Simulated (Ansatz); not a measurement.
# A series in volume per atom on TaRu

All results are calculated (Ansatz 0.2.0). Periodic Kohn-Sham DFT of a crystal at fixed atoms; pressure and stress are positive in compression; the energy is the free energy less that of spherical unpolarised free atoms; site moments are those in the method's own spheres, positive along +z.

Cell of the first row (space group Pm-3m, No. 221):
```
TaRu
1.0
      3.1219     0.0000     0.0000
      0.0000     3.1219     0.0000
      0.0000     0.0000     3.1219
Ta Ru
1 1
Direct
  0.50000 0.50000 0.50000
  0.00000 0.00000 0.00000
```

Settings of every row: method all-electron LAPW; functional LDA; relativity scalar; k mesh 13x13x13; filling fermi-dirac; smearing width 0.03 eV; basis error target 0.25 meV/atom; nucleus gaussian.

Atom start moment: 0 on all atoms.

Limits: no spin-orbit coupling on heavy atoms.

| row | volume per atom (Å³) | energy less free atoms (eV/atom) | pressure (GPa) |
| --- | --- | --- | --- |
| 1 | 15.214 | -11.0055 | -1.007 |
| 2 | 15.538 | -10.9976 | -6.66 |
| 3 | 15.861 | -10.979 | -11.698 |
| 4 | 16.023 | -10.966 | -14.008 |
| 5 | 16.185 | -10.9507 | -16.19 |
| 6 | 16.347 | -10.9333 | -18.248 |
| 7 | 16.509 | -10.9139 | -20.191 |
| 8 | 16.833 | ? | ? |
| 9 | 17.156 | -10.8181 | -26.925 |

Question: what energy less free atoms and pressure should row 8 give?

Worked fit of energy less free atoms. Take u = (V_r/V)^(2/3) − 1 with V_r = 16.104 Å³ an atom, which is twice the finite (Eulerian) strain; such expansions in the strain, on which the Birch-Murnaghan equation of state is built, carry the rest volume and the bulk modulus. The shown rows have u = 0.03863, 0.02414, 0.01019, 0.00337, -0.00334, -0.00993, -0.01642, -0.04131. Least squares give energy less free atoms = −10.95863 − 2.2775 × u + 27.388 × u² + 4.2 × u³ eV/atom; a parabola predicts inner rows, each left out in turn, worse (root mean square 6.8e-05 against 2.9e-05 eV/atom). All shown rows lie on it to the printed digit. The withheld row has u = -0.02908, so the fit gives −10.95863 − 2.2775 × (-0.02908) + 27.388 × (-0.02908)² + 4.2 × (-0.02908)³ = -10.8693 eV/atom.

The calculation gave -10.8694 eV/atom. The fit lies 0.0001 eV/atom (0.053 % of the column's range) above it, one unit of the last digit.

Worked fit of pressure. Take u = (V_r/V)^(2/3) − 1 with V_r = 16.104 Å³ an atom, which is twice the finite (Eulerian) strain; such expansions in the strain, on which the Birch-Murnaghan equation of state is built, carry the rest volume and the bulk modulus. The shown rows have u = 0.03863, 0.02414, 0.01019, 0.00337, -0.00334, -0.00993, -0.01642, -0.04131. Least squares give pressure = −15.1141 + 325.42 × u + 994.91 × u² + 923 × u³ GPa; a parabola predicts inner rows, each left out in turn, worse (root mean square 0.015 against 0.0056 GPa). The rows lie off it by -0.002, 0.006, -0.004, -0.002, 0.000, 0.000, 0.002, -0.001 (root mean square 0.0029 GPa). The withheld row has u = -0.02908, so the fit gives −15.1141 + 325.42 × (-0.02908) + 994.91 × (-0.02908)² + 923 × (-0.02908)³ = -23.759 GPa.

The calculation gave -23.756 GPa. The fit lies 0.003 GPa (0.012 % of the column's range) below it; its largest miss of a shown row is 0.006 GPa.
